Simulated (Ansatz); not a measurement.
## ZrHg: the change of energy less free atoms and pressure with volume scale

All results are calculated (Ansatz 0.2.0). Periodic Kohn-Sham DFT of a crystal at fixed atoms, scaled to volume_scale times the given cell; pressure positive in compression, energy less spherical unpolarised free atoms, largest_vzz the field gradient of largest size among the nuclei.

The cell before it is scaled or strained (space group P4/mmm, No. 123):
```
cell vectors (Å)
   3.1470     0.0000     0.0000
   0.0000     3.1470     0.0000
   0.0000     0.0000     4.1700
atoms (fractions of the cell vectors)
Zr  0.50000  0.50000  0.50000
Hg  0.00000  0.00000  0.00000
```

Settings of every row: method all-electron LAPW; functional PBEsol; relativity scalar; k mesh 13x13x10; filling fermi-dirac; smearing width 0.03 eV; basis error target 0.5 meV/atom; nucleus gaussian.

Atom start moment: 0 on all atoms.

Limits: no spin-orbit coupling on heavy atoms.

```csv
row,volume scale,V (Å³/atom),energy less free atoms (eV/atom),pressure (GPa)
1,0.94,19.41,?,?
2,0.96,19.823,-4.5071,4.526
3,0.98,20.236,-4.5152,1.805
4,0.99,20.443,-4.5167,0.555
5,1,20.649,-4.5166,-0.627
6,1.01,20.856,-4.5151,-1.743
7,1.02,21.062,-4.5122,-2.798
8,1.04,21.475,-4.5024,-4.735
9,1.06,21.888,-4.4879,-6.461
```

Question: what energy less free atoms and pressure should row 1 give?

Worked fit of energy less free atoms. Take u = (V_r/V)^(2/3) − 1 with V_r = 20.753 Å³ an atom, which is twice the finite (Eulerian) strain; such expansions in the strain, on which the Birch-Murnaghan equation of state is built, carry the rest volume and the bulk modulus. The shown rows have u = 0.03104, 0.01696, 0.01008, 0.00335, -0.0033, -0.0098, -0.02254, -0.03488. Least squares give energy less free atoms = −4.51605 − 0.2325 × u + 16.629 × u² + 4.5 × u³ eV/atom; a parabola predicts inner rows, each left out in turn, worse (root mean square 4.8e-05 against 3e-05 eV/atom). All shown rows lie on it to the printed digit. Its lowest point lies at u = 0.0070, or V = 20.54 Å³ an atom, and the curvature there gives the bulk modulus at fixed shape and fractions, B = (4/9)(1 + u)² E″(u)/V = 118 GPa. Letting shape and atoms relax would as a rule lower it, by much in layered, chain or molecular crystals. The withheld row has u = 0.04561, so the fit gives −4.51605 − 0.2325 × (0.04561) + 16.629 × (0.04561)² + 4.5 × (0.04561)³ = -4.4916 eV/atom.

The calculation gave -4.4916 eV/atom. The fit meets it to the printed digit. This row lies beyond the range of the fit.

Worked fit of pressure. Take u = (V_r/V)^(2/3) − 1 with V_r = 20.753 Å³ an atom, which is twice the finite (Eulerian) strain; such expansions in the strain, on which the Birch-Murnaghan equation of state is built, carry the rest volume and the bulk modulus. The shown rows have u = 0.03104, 0.01696, 0.01008, 0.00335, -0.0033, -0.0098, -0.02254, -0.03488. Least squares give pressure = −1.1952 + 168.548 × u + 505.6 × u² GPa; a straight line predicts inner rows, each left out in turn, worse (root mean square 0.16 against 0.0031 GPa). The rows lie off it by 0.002, -0.004, 0.000, -0.002, 0.003, 0.000, 0.002, -0.002. The pressure vanishes at u = 0.0069, or V = 20.54 Å³ an atom, and there the bulk modulus at fixed shape and fractions is B = −V dP/dV = (2/3)(1 + u) dP/du = 118 GPa. Letting shape and atoms relax would as a rule lower it, by much in layered, chain or molecular crystals. The withheld row has u = 0.04561, so the fit gives −1.1952 + 168.548 × (0.04561) + 505.6 × (0.04561)² = 7.544 GPa.

The calculation gave 7.571 GPa. The fit lies 0.027 GPa (0.19 % of the column's range) below it; its largest miss of a shown row is 0.004 GPa. This row lies beyond the range of the fit.
